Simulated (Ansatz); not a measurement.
**The dipole moment down a group: Si to Sn**

One atom is swapped for its congeners: SiH2(NH2)2; GeH2(NH2)2; SnH2(NH2)2. All are singlets with charge 0.

Shapes, held fixed at every level: PBE0-D4/def2-TZVP. Flexible molecules stand in one conformer, not always the lowest. Programs: Ansatz 0.2.0. Values in D.

```
               level  SiH2(NH2)2  GeH2(NH2)2  SnH2(NH2)2
   PBE-D4/def2-TZVPP        0.83        0.42        0.77
r2SCAN-D4/def2-TZVPP        0.81        0.48        0.85
 B3LYP-D4/def2-TZVPP        0.74        0.55        0.93
  wB97M-V/def2-TZVPP        0.75        0.60        1.02
```

At wB97M-V/def2-TZVPP the dipole moment isn't monotonic: it is largest for Sn and smallest for Ge (1.02 and 0.60 D). 3 of 4 levels show this order throughout; 3 agree on the largest and the smallest. For atoms past krypton def2 sets carry core potentials with scalar relativity. Relativity is left out for Ge unless named. Magnitudes only: a dipole under 1 D may point either way.

Germanium has the smallest dipole at every level, but the largest moves from silicon with PBE to tin with the other three functionals, so only the minimum at germanium is robust. These totals are small vector sums of M–N and M–H bond moments and nitrogen lone-pair contributions, and need not follow bond polarity. Germanium's filled 3d shell screens the nuclear charge poorly, which keeps its electronegativity close to or above silicon's and interrupts a simple group trend. Weaker delocalization of the nitrogen lone pairs towards the heavier centres also favours more pyramidal amino groups, changing the direction and size of their contribution.

From PBE to wB97M-V the silicon value falls from 0.83 to 0.75 D, while those of germanium and tin rise. This suggests that the net moment reverses between silicon and germanium, in which case the minimum would mark a sign change within a steady drift down the group. The totals alone can't separate bond polarity from amino-group shape and orientation.
